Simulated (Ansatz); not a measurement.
A series in volume scale on Zn

Results calculated with Ansatz 0.2.0, not measured. Plane-wave DFT, scalar-relativistic PAW made under PBE with cores redone for the functional, no dispersion; the given relaxed cell is scaled uniformly, energy at zero smearing counts from the unscaled cell, pressure at the given Fermi-Dirac smearing is positive in compression.

The cell before it is scaled or strained (space group Pm-3m, No. 221):
```
CELL_PARAMETERS angstrom
2.56360 0.00000 0.00000
0.00000 2.56360 0.00000
0.00000 0.00000 2.56360
ATOMIC_POSITIONS crystal
Zn 0.00000 0.00000 0.00000
```

Settings of every row: spin polarised no; functional PBEsol; wave cutoff 420 eV; smearing width 0.1 eV; k mesh 14x14x14.

Atom starting moment: 0 on all atoms.

Limits: the cell comes from a prototype or a list of computed structures and needn't be the stable phase.

| row | volume scale | V (Å³/atom) | energy change per atom (meV) | pressure (GPa) |
| --- | --- | --- | --- | --- |
| 1 | 0.88 | 14.826 | 63.19 | 11.09 |
| 2 | 0.92 | 15.5 | 26.33 | 6.56 |
| 3 | 0.96 | 16.174 | 6.45 | 2.99 |
| 4 | 1.04 | 17.522 | 4.19 | -2.07 |
| 5 | 1.08 | 18.196 | ? | ? |
| 6 | 1.12 | 18.87 | 35.91 | -5.16 |

Question: what energy change per atom and pressure should row 5 give?

Worked fit of energy change per atom. Take u = (V_r/V)^(2/3) − 1 with V_r = 16.174 Å³ an atom, which is twice the finite (Eulerian) strain; such expansions in the strain, on which the Birch-Murnaghan equation of state is built, carry the rest volume and the bulk modulus. The shown rows have u = 0.05973, 0.02878, 0, -0.05197, -0.09767. Least squares give energy change per atom = 6.684 + 469.4 × u + 7894.9 × u² meV; a straight line predicts inner rows, each left out in turn, worse (root mean square 22 against 0.75 meV). The rows lie off it by 0.30, -0.40, -0.23, 0.58, -0.24 (root mean square 0.37 meV). The withheld row has u = -0.07553, so the fit gives 6.684 + 469.4 × (-0.07553) + 7894.9 × (-0.07553)² = 16.27 meV.

The calculation gave 16.8 meV. The fit lies 0.53 meV (3.2 % of the value, 0.9 % of the column's range) below it; its largest miss of a shown row is 0.58 meV.

Worked fit of pressure. Take u = (V_r/V)^(2/3) − 1 with V_r = 16.174 Å³ an atom, which is twice the finite (Eulerian) strain; such expansions in the strain, on which the Birch-Murnaghan equation of state is built, carry the rest volume and the bulk modulus. The shown rows have u = 0.05973, 0.02878, 0, -0.05197, -0.09767. Least squares give pressure = 3.002 + 115.42 × u + 328 × u² GPa; a straight line predicts inner rows, each left out in turn, worse (root mean square 0.93 against 0.054 GPa). The rows lie off it by 0.02, -0.04, -0.01, 0.04, -0.02. The pressure vanishes at u = -0.0283, or V = 16.89 Å³ an atom, and there the bulk modulus at fixed shape and fractions is B = −V dP/dV = (2/3)(1 + u) dP/du = 62.8 GPa. The withheld row has u = -0.07553, so the fit gives 3.002 + 115.42 × (-0.07553) + 328 × (-0.07553)² = -3.84 GPa.

The calculation gave -3.82 GPa. The fit lies 0.02 GPa (0.12 % of the column's range) below it; its largest miss of a shown row is 0.04 GPa.
